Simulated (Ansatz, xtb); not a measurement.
Relative energy of two isomers of C4H5ClOSi

Structure X is `[SiH3]c1cc(Cl)co1`, a singlet and structure Y is `[SiH3]c1cocc1Cl`, a singlet. Both are isolated molecules in the gas phase, relaxed with B3LYP-D3(BJ)/def2-SVP.

Problem. Estimate which is lower in electronic energy at CCSD(T)/def2-SVP + ΔMP2/def2-TZVPP, and by roughly how much.

Solution. The CCSD(T)/def2-SVP + ΔMP2/def2-TZVPP calculation puts structure Y lower, by 1.89 kcal/mol.

Level by level:

```
                             level               geometry  E(Y) − E(X) (kcal/mol)  departure from the last row (kcal/mol)  job, with rough time for the two
                          GFN2-xTB               GFN2-xTB                     +0.15                                   +2.04              optimisation, 0.56 s
                         HF/STO-3G               GFN2-xTB                     +0.28                                   +2.17               single point, 2.4 s
                r2SCAN-D4/def2-SVP               GFN2-xTB                     −2.09                                   −0.20                single point, 12 s
             B3LYP-D3(BJ)/def2-SVP  B3LYP-D3(BJ)/def2-SVP                     −2.18                                   −0.29             optimisation, 1.8 min
                       HF/def2-SVP  B3LYP-D3(BJ)/def2-SVP                     −2.11                                   −0.21           part of the CCSD(T) run
                      MP2/def2-SVP  B3LYP-D3(BJ)/def2-SVP                     −2.55                                   −0.66           part of the CCSD(T) run
                  CCSD(T)/def2-SVP  B3LYP-D3(BJ)/def2-SVP                     −2.47                                   −0.58                      single point
CCSD(T)/def2-SVP + ΔMP2/def2-TZVPP  B3LYP-D3(BJ)/def2-SVP                     −1.89                                                     single point, 2.5 min
```

As drawn, both hold the same kinds of bond in the same numbers.

GFN2-xTB, HF/STO-3G find them nearly level. The largest departure from CCSD(T)/def2-SVP + ΔMP2/def2-TZVPP is that of HF/STO-3G, 2.17 kcal/mol. The last row adds to CCSD(T) the change of the MP2 difference between the two basis sets, here +0.58 kcal/mol.

With thermal terms from frequencies at re-optimised GFN2-xTB minima (ideal gas, soft modes damped towards free rotors, one conformer each, 298.15 K, 1 atm): on the last row, ΔE + ΔZPE = −1.80, ΔH = −1.88, ΔG = −1.72 kcal/mol.

The correlated steps freeze 15 core orbitals. Codes used: Ansatz 0.2.0, xtb 6.7.1; the last row on 2 threads of Intel(R) Xeon(R) Processor @ 2.50GHz (Skylake/Cascade Lake) on a shared host.

Chlorine sits β to the ring oxygen in both isomers, so the preference for Y reflects moving the silyl group from the α carbon to the β carbon next to chlorine. Electrostatics probably contribute: the electropositive silicon lies closer to the negatively polarised chlorine in Y, while the long C–Si bond and the wide exocyclic angles of a five-membered ring limit the steric cost. The move also changes silicon's interaction with the ring oxygen, and the energy difference alone can't separate the two effects.

Hartree–Fock in def2-SVP already gives −2.11 kcal/mol, so the preference doesn't depend on electron correlation. The near-degeneracy at HF/STO-3G comes mainly from its minimal basis, which describes polarisation around silicon and chlorine poorly; the GFN2-xTB geometry isn't to blame, since r2SCAN-D4 gives −2.09 kcal/mol at that same geometry. Vibrational and entropic terms barely alter the gap, as expected for positional isomers with the same ring and substituents. Comparison with the chlorine-free 2- and 3-silylfurans would isolate the contribution of the neighbouring chlorine.
